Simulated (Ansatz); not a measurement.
## HfB and the effect of the pressure

The cell as given:

Space group Fm-3m (No. 225). a = 4.620 Å, b = 4.620 Å, c = 4.620 Å, α = 90.00°, β = 90.00°, γ = 90.00°
```
atom  site  symmetry       x       y       z
  Hf    4b      m-3m  0.5000  0.0000  0.0000
   B    4a      m-3m  0.0000  0.0000  0.0000
```

Kept alike: task relaxation of cell and atoms; functional PBEsol; k mesh 10 × 10 × 10; occupations fermi-dirac, width 0.05 eV; no spin polarisation. Program: Ansatz, all-electron LAPW, scalar-relativistic. The mesh is that of the run's cell of 2 atoms. No spin-orbit coupling.

| pressure, P (GPa) | volume (Å³/atom) |
| --- | --- |
| 0 | 13.715 |
| 5 | 13.355 |
| 10 | 13.032 |
| 20 | ? |
| 30 | 12.026 |

The relaxations keep at least the cell's symmetry (Fm-3m). The runs follow the start's structure, whether or not it is the stable one at these pressures.

Fit the rows shown and predict the run at 20 GPa.

Murnaghan's form V = V0 (1 + B′P/B0)^(-1/B′) through the rows shown has V0 = 13.7154, B0 = 178.4 GPa and B′ = 3.61 (largest miss 0.0009); at P = 20 it gives 12.483 Å³/atom. The run gave: volume 12.486 Å³/atom.

The volume falls at every step, but by less per unit of pressure as the cell shrinks, because short-range repulsion rises steeply as the Hf and B shells are pushed together. The run at 20 GPa lies very close to the interpolated value, so one smooth equation of state describes the compression, with no sign of a volume collapse. In rocksalt the atoms have no free coordinates, so all of the response comes from the Hf–B distance. The resistance comes largely from covalent Hf d–B p bonding, which boron, with one valence electron fewer than carbon, fills less completely than in the carbide.

The starting cell is the odd point: its edge of 4.620 Å corresponds to a volume that the calculation reaches only between 20 and 30 GPa. That is too large a gap for the usual error of this functional in such a compound. It suggests that the cell belongs to a material containing carbon or nitrogen, or vacancies, rather than to stoichiometric HfB.
